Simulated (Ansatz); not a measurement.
## Abstraction of H: C2HF3Si + C3H6N → Si(CC)F3 + C3H7N

Species: C2HF3Si `C#C[Si](F)(F)F`, singlet; C3H6N `C=C[N]C`, doublet; Si(CC)F3, doublet; C3H7N (N-methylethenamine) `C=CNC`, singlet. A radical takes H: the energy is the difference in strength between the C–H bond broken and the N–H bond made.

Shapes, held fixed at every level: PBE0-D4/def2-TZVP. Flexible molecules stand in one conformer, not always the lowest. Programs: Ansatz 0.2.0. The zero-point and thermal change to 298 K, harmonic and unscaled (PBE0-D4/def2-TZVP), is +8.1 kJ/mol.

Q: Estimate ΔH(298 K) of this reaction.

A: B2PLYP/def2-TZVPP gives ΔH(298 K) = +214.5 kJ/mol; the levels span +192.3 to +221.5. The median of the levels is +214.2. No measured value is set beside it here. Spin contamination: C3H6N (⟨S²⟩ up to 0.96), Si(CC)F3 (⟨S²⟩ up to 1.18). Open shells run unrestricted. Times are processor times on shared x86 and Arm servers, and rough.

| level | kind | ΔH(298 K) (kJ/mol) | CPU time (sum over the molecules) |
| --- | --- | --- | --- |
| HF/def2-SVP | Hartree–Fock | +192.3 | – |
| HF/def2-TZVPP | Hartree–Fock | +197.7 | – |
| PBE-D4/def2-TZVPP | GGA | +213.9 | 40 s |
| B3LYP-D4/def2-TZVPP | global hybrid | +220.1 | 59 s |
| BHLYP-D4/def2-TZVPP | global hybrid | +221.5 | 49 s |
| PBE0-D4/def2-TZVPP | global hybrid | +211.8 | 44 s |
| wB97X-V/def2-TZVPP | range-separated hybrid | +218.7 | 2.7 min |
| B2PLYP/def2-TZVPP | double hybrid | +214.5 | 77 s |

Hydrogen transfer from the alkyne to the aminyl radical is strongly endothermic at every level, so the terminal C–H bond is much stronger than the enamine N–H bond. The alkynyl C–H bond is made with a carbon sp hybrid, rich in s character, and breaking it leaves a largely σ-localised radical that gains little from the adjacent π system. In the aminyl radical, by contrast, the unpaired electron occupies a nitrogen π orbital conjugated with the vinyl group and is shared with the terminal carbon, as in an aza-allyl radical. That delocalisation is lost when the N–H bond forms.

Hartree–Fock gives the smallest endothermicity, and enlarging its basis closes only part of the gap to the other levels, which suggests an imbalance in the missing correlation between the two radicals. The density functionals don't order simply by exact exchange: the enthalpy falls from PBE to PBE0 but rises from B3LYP to BHLYP. The strongly uphill direction is secure, but the reaction enthalpy alone doesn't give the barrier for the favourable reverse transfer.
